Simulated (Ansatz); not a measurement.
# SiC: pressure against volume scale

All results are calculated (Ansatz 0.2.0). Free energy against uniform scaling of the volume at fixed shape and fractions; periodic cell, basis, potentials, k mesh and filling as listed.

The cell before it is scaled or strained (space group F-43m, No. 216):
```
SiC
1.0
      0.0000     2.1790     2.1790
      2.1790     0.0000     2.1790
      2.1790     2.1790     0.0000
Si C
1 1
Direct
  0.00000 0.00000 0.00000
  0.25000 0.25000 0.25000
```

Settings of every row: functional r2SCAN; dispersion none; potentials PAW; wave cutoff 600 eV; density cutoff 2400 eV; k mesh 8x8x8; k shift 0x0x0; occupations fixed; smearing width 0 eV; spin none; SCF threshold exponent -10.

```csv
row,volume scale,V (Å³/atom),pressure (GPa),energy above lowest point (meV/atom)
1,0.94,9.725,15.51,28
2,0.96,9.932,9.73,11.8
3,0.98,10.139,4.49,2.7
4,1,10.346,?,?
5,1.02,10.553,-4.58,3.2
6,1.04,10.76,-8.48,11.6
7,1.06,10.967,-12.03,24.9
```

Question: what pressure should row 4 give?

Worked fit of pressure. Take u = (V_r/V)^(2/3) − 1 with V_r = 10.346 Å³ an atom, which is twice the finite (Eulerian) strain; such expansions in the strain, on which the Birch-Murnaghan equation of state is built, carry the rest volume and the bulk modulus. The shown rows have u = 0.04213, 0.0276, 0.01356, -0.01312, -0.02582, -0.03812. Least squares give pressure = −0.265 + 339.73 × u + 821 × u² GPa; a straight line predicts inner rows, each left out in turn, worse (root mean square 0.49 against 0.009 GPa). The rows lie off it by 0.00, -0.01, 0.00, 0.00, 0.01, -0.01. The pressure vanishes at u = 0.0008, or V = 10.33 Å³ an atom, and there the bulk modulus at fixed shape and fractions is B = −V dP/dV = (2/3)(1 + u) dP/du = 228 GPa. The withheld row has u = 0, so the fit gives −0.265 + 339.73 × (0) + 821 × (0)² = -0.27 GPa.

The calculation gave -0.27 GPa. The fit meets it to the printed digit.

The other values of row 4: energy above lowest point 0 meV/atom.
